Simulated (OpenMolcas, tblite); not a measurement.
## GeH3Br (SMILES [GeH3][Br]): the electronic atomisation energy, rung by rung

GeH3Br has 5 atoms, charge 0, and is taken as a singlet. SMILES: `[GeH3][Br]`. Geometry: relaxed at PBE0-D4/def2-TZVP.

Each level gives the electronic atomisation energy (eV). The values are calculated. Electronic energies at fixed atoms, without zero-point motion or spin-orbit coupling.

```
             level             kind     program  value (eV)  CPU time (all runs)
          GFN1-xTB   semi-empirical      tblite       14.71            under 2 s
    HF/aug-cc-pVDZ     Hartree–Fock  OpenMolcas        9.37                 19 s
 SVWN5/aug-cc-pVDZ              LDA  OpenMolcas       14.12                 33 s
   PBE/aug-cc-pVDZ              GGA  OpenMolcas       12.32                 43 s
  TPSS/aug-cc-pVDZ         meta-GGA  OpenMolcas       12.87                 54 s
 B3LYP/aug-cc-pVDZ    global hybrid  OpenMolcas       12.30                 41 s
M06-2X/aug-cc-pVDZ  hybrid meta-GGA  OpenMolcas       12.18                 49 s
```

All-electron rows without a relativistic Hamiltonian named are non-relativistic. The values span 9.37 to 14.71 eV. Times are those of the runs behind each value, whatever else they computed, on shared processors of several kinds: orders of magnitude only.

Atomising GeH3Br breaks three Ge–H bonds and one Ge–Br bond, and the total depends mainly on how each method balances the electron pairs in those bonds against the open-shell atoms. Hartree–Fock gives only 9.37 eV because it lacks the correlation between opposite-spin electrons, which is greater in the paired bonds than in the separated atoms. SVWN5 errs the other way, at 14.12 eV: the local density form describes the inhomogeneous free atoms less well than the molecule, and gradient corrections remove much of this overbinding.

The descent is not monotonic, since TPSS lies above PBE. PBE, B3LYP and M06-2X nevertheless fall close together, between 12.18 and 12.32 eV, which suggests a realistic range but does not establish which functional is most accurate. GFN1-xTB binds even more strongly than SVWN5, probably because its parametrisation targets molecular structures and interactions rather than the energies of free atoms. The total alone does not separate the Ge–Br bond strength from that of the Ge–H bonds.
